## Reading atomic sites from their charges in GaBi₂Sb₃S

No atom in this crystal gains or loses a whole electron when the density is divided among the atoms. The largest charge is about 0.8 e, and inequivalent sites of the same element differ by only about 0.1 e. The question is whether such modest numbers suffice to tell where in the cell an atom sits.

The Bader charge comes from cutting space along surfaces where the electron density is lowest between atoms; a positive value means that the atom has lost electrons. The s, p and d electrons come from a different procedure, Loewdin's, which projects the occupied states onto atomic orbitals. The two need not agree, and their agreement or disagreement is itself useful.

Bader charges (positive where electrons are lost) and Loewdin s, p and d populations (zero for a shell the dataset lacks) in GaBi₂Sb₃S, space group P4mm, at fixed atoms. Calculated with Ansatz 0.2.0 using scalar-relativistic PBE, PAW and plane waves to 420 eV, without spin polarisation, on an 8×8×4 k mesh with Gaussian smearing of 0.1 eV. Candidates: 6, 4, 3, 7, 2, 5.

| row | bader charge (e) | s electrons (e) | p electrons (e) | d electrons (e) |
| --- | --- | --- | --- | --- |
| A | 0.603 | 1.917 | 2.655 | 9.998 |
| B | -0.112 | 1.779 | 3.116 | 9.997 |
| C | -0.227 | 1.825 | 3.268 | 9.998 |
| D | -0.112 | 1.779 | 3.116 | 9.997 |
| E | -0.807 | 1.909 | 4.493 | 0.000 |
| F | 0.491 | 1.906 | 2.760 | 9.997 |

The candidates are numbered sites. Their neighbours, counted element by element from the atomic coordinates, are:

- **Sites 2 and 3:** Sb in a flat square net, each with four Sb and two Ga neighbours.
- **Site 4:** Sb with five Bi neighbours.
- **Site 5:** Bi with four S neighbours at 3.10 Å, one Ga and one Sb.
- **Site 6:** Bi with one S neighbour at 2.68 Å and four Sb.
- **Site 7:** S with five Bi neighbours.

Site 1 is gallium and needs no assignment.

### The sulfur and antimony sites

Row E is sulfur, site 7. A free sulfur atom has four p electrons, and this one has about 4.5, together with the most negative Bader charge of the set. Sulfur attracts electrons more strongly than any other element present, so both values are as they should be. The zero in the d column leads to the same answer for a duller reason: the sulfur dataset contains no d shell, whereas the other elements carry a filled one.

Rows B and D agree in every column. Sites 2 and 3 are related by the fourfold axis of the crystal, so their electrons must be arranged alike, and no other two candidates are related in this way. The pair is therefore certain, but which letter is site 2 and which is site 3 cannot be decided. The equality depends on the symmetry in which the cell was relaxed. Square antimony nets are known to distort, and a distortion could make the two atoms different. The stability of the cell was not tested, so it may be an invented or metastable form.

Three rows remain, A, C and F, for one antimony and two bismuth sites. Free antimony and bismuth atoms have the same outer configuration, two s and three p electrons, so the electron count alone does not separate them. The s shell does. Rows A and F keep slightly more than 1.9 s electrons, while C keeps about 1.8, close to the two antimony atoms already found.

Relativity is the likely main cause, though no calculation without it is at hand to test this. In an atom as heavy as bismuth, relativity contracts the 6s shell and lowers its energy, so that it takes little part in bonding. The effect is weaker for the 5s shell of antimony, which mixes more readily with the orbitals of its neighbours. Bismuth therefore gives up charge mainly from its p shell.

The neighbours support the same choice. Both bismuth sites touch sulfur, and rows A and F have lost p electrons, with fewer than three left. Site 4 touches only bismuth, and row C has gained p electrons. Row C is therefore site 4, and A and F are the two bismuth atoms in an order still to be found.

### The two bismuth sites

Row A has a Bader charge of 0.60 e and row F one of 0.49 e. The difference is about a fifth of their mean, so it deserves a check against the other partition. The Loewdin charge is the number of valence electrons in the dataset, 15 for bismuth, less the electrons found in the shells. For row A this gives

$$15-1.917-2.655-9.998=0.43\ \text{e}.$$

The same subtraction gives 0.34 e for row F. Both methods thus make A the more positive atom, by about 0.1 e, and the difference lies in the p shell.

To connect this order with the surroundings, one can treat each contact as a small channel for charge. Let $\chi_i$ be the electronegativity of atom $i$, that is, its pull on electrons, here taken as the mean of ionisation energy and electron affinity. Moving $\delta$ electrons from atom $i$ to its neighbour $j$ gains an energy $(\chi_j-\chi_i)\,\delta$, but costs a term that grows as $\delta^2/2k$, because each further bit of charge is harder to move. The total energy is lowest at $\delta=k(\chi_j-\chi_i)$. Adding the contacts of one atom gives its charge in units of e,

$$q_i=k\sum_j(\chi_j-\chi_i).$$

The constant $k$ is assumed to be the same for every contact. Whatever one atom loses its neighbour gains, so the cell stays neutral, and contacts between like atoms transfer nothing.

Rough recalled electronegativities are 3.2 eV for Ga, 4.1 eV for Bi, 4.8 eV for Sb and 6.2 eV for S. For site 5, with four S, one Ga and one Sb, the sum is

$$4(6.2-4.1)+(3.2-4.1)+(4.8-4.1)=8.2\ \text{eV}.$$

For site 6, with one S and four Sb, it is

$$(6.2-4.1)+4(4.8-4.1)=4.9\ \text{eV}.$$

Site 5 should be the more positive bismuth for any positive $k$, which makes A site 5 and F site 6.

There is a serious objection. The single sulfur neighbour of site 6 is much closer than the four of site 5, and a short contact may carry more charge. Bond-valence rules let the weight of a contact fall exponentially with distance, over a length of roughly 0.37 Å. The short contact then counts as much as three long ones, and the predicted order of the two sites reverses.

The number of sulfur neighbours still seems the better guide, because a shorter bond may also share its electrons more evenly instead of simply handing them over. That is an argument about bonding which the charges themselves do not test. The assignment of A and F is therefore only a preference and remains ambiguous, whereas those of E, of C and of the pair B and D are sure.

### The labels

The rows with their labels:

| row | bader charge (e) | element | s electrons (e) | p electrons (e) | d electrons (e) |
| --- | --- | --- | --- | --- | --- |
| 1 | 0.164 | Ga | 1.596 | 1.628 | 9.995 |
| 2 | -0.112 | Sb | 1.779 | 3.116 | 9.997 |
| 3 | -0.112 | Sb | 1.779 | 3.116 | 9.997 |
| 4 | -0.227 | Sb | 1.825 | 3.268 | 9.998 |
| 5 | 0.603 | Bi | 1.917 | 2.655 | 9.998 |
| 6 | 0.491 | Bi | 1.906 | 2.760 | 9.997 |
| 7 | -0.807 | S | 1.909 | 4.493 | 0.000 |

Row A is indeed site 5 and row F site 6. Row C is site 4 and row E site 7, as assigned. B and D are sites 2 and 3, and exchanging these two labels would alter no value.

### How far the contact picture carries

With the labels known, $k$ can be found by least squares from the Bader charges of all seven sites, the two bismuth atoms included. It comes to 0.064 e per eV. For site 5 the estimate is then $0.064\times8.2\approx0.52$ e, against 0.60 e in the table. That is a fair result for so simple a rule, though this site helped to set the constant.

The difference between the bismuth sites is a harder test. The model makes it 0.21 e, about twice the calculated 0.11 e. Its typical error over the seven sites, 0.15 e, is larger than the calculated difference. Weighting the contacts by distance gives nearly the same typical error but puts the bismuth sites in the wrong order. The reveal thus settles which atom is which, while the reason for their order remains an argument.

Gallium shows most clearly where the picture breaks down. The model predicts a charge of 0.47 e, and the calculation gives 0.16 e. The shell populations suggest why: gallium holds about 1.6 s and 1.6 p electrons, far from the filled s shell of a Ga⁺ ion and from the empty outer shell of Ga³⁺. Its s shell thus takes part in the bonding. The 3.2 eV used for its pull comes from the free atom, where the electron removed and the electron added are both 4p electrons. The 4s electrons are held more tightly, so gallium in the crystal probably pulls harder than the model assumes.

Antimony gives a clearer view of the direction of transfer. Site 4 has only bismuth around it and is negative in both partitions, so bismuth passes some charge to antimony. The antimony atoms of the net have mostly their own kind as neighbours, and they are less negative than site 4 by either method. The contact model reproduces this order but makes the difference far too small.

The sign of a small charge needs more care than the order of two sites of the same element. Gallium is positive by Bader's division and negative by Loewdin's, and the antimony atoms of the net change sign in the opposite sense. Positive bismuth and negative sulfur survive the change of method. Even there the values are not oxidation states: sulfur carries −0.81 e, less than half the charge of a sulfide ion, in a cell that the calculation finds to be metallic.

The bismuth comparison has one further limit. The two sites differ in their 6p electrons, and these are the electrons on which spin–orbit coupling acts strongly. The calculation includes the relativistic contraction of the s shell but not this coupling. The difference of 0.1 e therefore belongs to this level of theory, and its size could change when the coupling is added.

For a related site, the useful first step is to list the neighbours by element and ask which of them attract electrons more strongly than the atom in question. A bismuth atom surrounded by sulfur should be more positive than one surrounded mainly by antimony. When one site has many distant sulfur neighbours and the other a single close one, as here, the order depends on how the contacts are weighted, and the charges have to be calculated.
